Anyone who sorts the bonds of a silicon precursor by its electron density has to decide which number to sort by. In H2N-SiH2-OH the choice matters, because the sign of the Laplacian puts every silicon bond on the "closed-shell" side, while the sign of the energy density puts every bond on the covalent side. The two verdicts can be reconciled once it is clear where in the bond the numbers are taken.

Bond critical points (QTAIM) of H2N-SiH2-OH in the gas phase, from an r2SCAN/def2-TZVP single point with PySCF 2.14.0 at the GFN2-xTB geometry. Atoms are numbered 1 N, 2 Si, 3 O, 4 and 5 H on N, 6 and 7 H on Si, 8 H on O. The energy density is the total of the kinetic and potential parts.

```
row  density (a.u.)  first atom  second atom  laplacian (a.u.)  ellipticity  energy density (a.u.)
  1           0.361       3.000        8.000            -2.475        0.003                 -0.693
  2           0.336       1.000        4.000            -1.632        0.035                 -0.472
  3           0.335       1.000        5.000            -1.614        0.034                 -0.467
  4           0.143       2.000        3.000             0.928        0.085                 -0.047
  5           0.131       1.000        2.000             0.564        0.167                 -0.058
  6           0.128       2.000        7.000             0.190        0.029                 -0.081
  7           0.127       2.000        6.000             0.192        0.020                 -0.080
```

Row 1 is the O-H bond, rows 2 and 3 are N-H, row 4 is Si-O, row 5 is Si-N, and rows 6 and 7 are Si-H. Each row describes the bond critical point, the place on the line between two bonded atoms where the density is lowest along that line and highest across it. The density there is about 2.5 times larger in O-H than in Si-O, and the same factor separates N-H from Si-N.

**Where the point lies**

The critical point sits where the electron cloud of the more electronegative atom meets that of its partner, so it is pushed towards the partner. In O-H the partner is hydrogen, which has no core, and the point comes within 0.18 Å of the proton. The valence cloud of oxygen reaches that far and is still dense.

In the silicon bonds the partner is silicon, which has given up part of its valence density but keeps a compact core. The point stops near the outer edge of that core, 0.67 to 0.72 Å from the silicon nucleus in all four bonds. All of them are therefore sampled in nearly the same depleted region, and their densities differ by at most 13 % of the lowest value.

Hydrogen itself is not what makes the first three rows special, as the Si-H bonds show. There hydrogen is the electron-rich end, with a small negative charge, and the critical point lies 0.74 Å away from it. The Laplacian is then positive, as in the other silicon bonds.

**What sets the sign of the Laplacian**

The Laplacian L is the sum of three curvatures of the density. The two across the bond are negative, because the density falls away sideways, and the one along the bond is positive, because the density rises towards either nucleus. Let λ be the weaker of the two sideways curvatures and ε the ellipticity, which is the ratio of the stronger to the weaker minus one. The sideways sum S and the curvature along the bond A are then

S = λ (2 + ε)
A = L − S

For Si-O the same calculation gives λ = −0.2625 a.u., and the table gives ε = 0.085 and L = 0.928 a.u.:

S = −0.2625 × 2.085 = −0.547 a.u.
A = 0.928 + 0.547 = 1.475 a.u.

This is an exact division of the computed Laplacian, with nothing fitted. It shows which part decides the sign, but it could not have predicted the values.

The result for O-H is instructive. Its curvature along the bond is 1.18 a.u., more than in Si-N, so a steep rise towards the nuclei does not by itself make a Laplacian positive. What differs is the sideways part, which is on average six times stronger in O-H and N-H than in the silicon bonds. A dense cloud drawn in around a nearby proton falls off sharply to the side, whereas the thin density outside a silicon core does not.

Among the silicon bonds the roles are exchanged. From Si-H to Si-O the sideways sum changes by only 0.12 a.u., while the curvature along the bond grows by 0.86 a.u. The Laplacian of Si-O is therefore almost five times that of Si-H. A likely reason is that oxygen holds its electrons most tightly and that the point lies closest to the silicon core in this bond, so the density climbs steeply on both sides.

**Why the energy density runs the other way**

Si-O has the highest density of the silicon bonds but the least negative energy density. The energy density is the sum of a positive kinetic part G and a negative potential part V. The local virial relation ties both to the Laplacian, so that

G = L/4 − energy density

At a critical point the density has no slope. If one doubly occupied orbital supplied all the density, that orbital would have no slope either, and G would be zero. G thus measures how far several orbitals of different shape overlap at that point.

In O-H and N-H one bonding pair dominates, and G per electron is only about 0.2 a.u. In Si-H it is 1.0 and in Si-O almost 2.0. A likely reason, not tested here, is that hydrogen brings a single 1s orbital, whereas oxygen adds the tails of its lone pairs to the bonding pair, and all of them must stay orthogonal to the silicon core. From Si-H to Si-O the kinetic part rises by 0.15 a.u. and the potential part deepens by only 0.12 a.u., so the sum becomes less negative.

**The two irregular bonds**

Si-H is the shortest silicon bond, yet it has the lowest density. Length is a guide to density mainly when the partners are alike. Here they differ, and hydrogen probably adds less density at the critical point because it has far fewer electrons than oxygen. The gap to Si-O is clear. The gap to Si-N is only 0.003 to 0.004 a.u., too small to carry an argument at a tight-binding geometry.

Si-N stands out by its ellipticity of 0.167, nearly five times that of N-H. That looks like a π bond, but ellipticity is a ratio. The actual difference between the two sideways curvatures is about a fifth smaller in Si-N than in N-H; it is divided by a much weaker curvature. Against Si-H, where the divisor is nearly the same, the difference itself is more than five times larger, so the unevenness is real. In Si-N and N-H it probably comes from the nitrogen lone pair. The bond order of about 1.1 speaks against a double bond, but a small π share is neither shown nor excluded by these numbers.

**What to sort by**

The positive Laplacian of the silicon bonds records that the critical point lies in silicon's depleted outer region. The negative energy density is usually read as a sign that electrons are still shared there. The computed bond orders, about 0.9 to 1.2, point the same way, so "polar covalent" describes these bonds better than "ionic". In the carbon analogue, H2N-CH2-OH, the C-H and C-N bonds would normally have negative Laplacians, because carbon has a smaller core and keeps more of its valence density.

Aminosilanes serve as precursors for silicon oxide films, where Si-N and Si-H bonds give way to Si-O. The modest density in Si-O must not be read as weakness there, since Si-O is a strong bond. The density is useful for sorting bonds between the same two elements; between different elements, none of these numbers is a reliable scale of strength. The positions, curvatures and energy parts of every bond are printed below.

Printed output of the fit:

```
Position (angstrom) and curvatures (a.u.):
  row  length  from_H_or_Si  from_other_atom  lateral_sum  along_bond  lateral_difference
    1   0.953        0.1803           0.7727       -3.659       1.184             0.00548
    2   1.006        0.2643           0.7417       -2.475      0.8432             0.04257
    3   1.009        0.2615           0.7475       -2.458      0.8441             0.04109
    4   1.625        0.6702           0.9548      -0.5474       1.475             0.02232
    5   1.728        0.6914            1.037      -0.4378       1.002             0.03374
    6    1.46        0.7183           0.7417      -0.4304      0.6204            0.006152
    7   1.462        0.7194           0.7426      -0.4263      0.6183            0.004221
Local energies (a.u.):
  row  kinetic_G  potential_V  V_over_G  G_per_electron
    1    0.07425      -0.7672     10.33          0.2057
    2      0.064       -0.536     8.375          0.1905
    3     0.0635      -0.5305     8.354          0.1896
    4      0.279       -0.326     1.168           1.951
    5      0.199       -0.257     1.291           1.519
    6     0.1285      -0.2095      1.63           1.004
    7      0.128       -0.208     1.625           1.008
Density ratio O-H to Si-O: 2.524
Density ratio N-H to Si-N: 2.561
Highest over lowest density among silicon bonds, excess in percent: 12.6
Laplacian ratio Si-O to Si-H: 4.859
Energy density ratio Si-H to Si-O: 1.713
Mean lateral sum, O-H and N-H over silicon bonds, ratio: 6.22
Along-bond curvature, Si-O minus Si-H (a.u.): 0.856
Lateral sum, Si-O minus Si-H (a.u.): -0.119
Kinetic density G, Si-O minus Si-H (a.u.): 0.1508
Potential density V, Si-O minus Si-H (a.u.): -0.1172
Ellipticity ratio Si-N to N-H: 4.841
Lateral difference ratio Si-N to N-H: 0.8066
```
